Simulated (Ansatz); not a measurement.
## Redistribution: C2H2FI + C3H7FO → C2H3I + C3H6F2O

Species: C2H2FI `C=C(F)I`, singlet; C3H7FO `CC(C)(O)F`, singlet; C2H3I (vinyl iodide) `C=CI`, singlet; C3H6F2O `CC(O)(F)CF`, singlet. The partners trade F for H; both sit on C, so the bond types are kept.

Shapes, held fixed at every level: PBE0-D4/def2-TZVP. Flexible molecules stand in one conformer, not always the lowest. Programs: Ansatz 0.2.0. The zero-point and thermal change to 298 K, harmonic and unscaled (PBE0-D4/def2-TZVP), is +2.4 kJ/mol.

```
               level                    kind  ΔH(298 K) (kJ/mol)  less CCSD(T)/def2-TZVPP  CPU time (sum over the molecules)
       HF/def2-TZVPP            Hartree–Fock                -5.6                     -9.9                                  –
   PBE-D4/def2-TZVPP                     GGA               +16.4                    +12.1                               28 s
r2SCAN-D4/def2-TZVPP                meta-GGA               +14.3                    +10.0                               51 s
 B3LYP-D4/def2-TZVPP           global hybrid                +9.4                     +5.1                               46 s
 BHLYP-D4/def2-TZVPP           global hybrid                +3.8                     -0.5                               34 s
  wB97M-V/def2-TZVPP  range-separated hybrid                +9.1                     +4.8                            1.9 min
     CCSD/def2-TZVPP   coupled cluster or CI                +2.4                     -1.9                                  –
  CCSD(T)/def2-TZVPP   coupled cluster or CI                +4.3                      0.0                             36 min
```

The highest level, CCSD(T)/def2-TZVPP, gives ΔH(298 K) = +4.3 kJ/mol; the levels span -5.6 to +16.4. They disagree on the sign: 7 of 8 are positive. The column of differences is taken from that level and isn't an error. No measured value is set beside it here. For atoms past krypton def2 sets carry core potentials with scalar relativity. Correlated rows may include outer-core shells of I, which these sets cover unevenly. Times are processor times on shared x86 and Arm servers, and rough.

At the coupled-cluster level, moving fluorine from the vinylic carbon to the methyl group of the fluoroalcohol is mildly endothermic, at +4.3 kJ/mol. The small size is expected, since one C–F and one C–H bond are exchanged for others of the same type. What remains is a difference in surroundings. Fluorine on an sp² carbon gains from the carbon's greater s character and from lone-pair donation into the π system, whereas in the product it sits next to a carbon already depleted by fluorine and oxygen. Relief of the crowding between geminal fluorine and iodine probably offsets part of this loss.

Correlation favours the reactants: the enthalpy rises from -5.6 in Hartree–Fock to +2.4 with CCSD, and the triples raise it further. The semilocal functionals lie highest and the hybrids lower, perhaps because exact exchange curbs an overestimated π delocalisation in the fluoroiodoethene. BHLYP's close agreement with CCSD(T) may therefore owe much to error cancellation. A weak preference for the reactants is supported, but convergence with basis size remains untested.
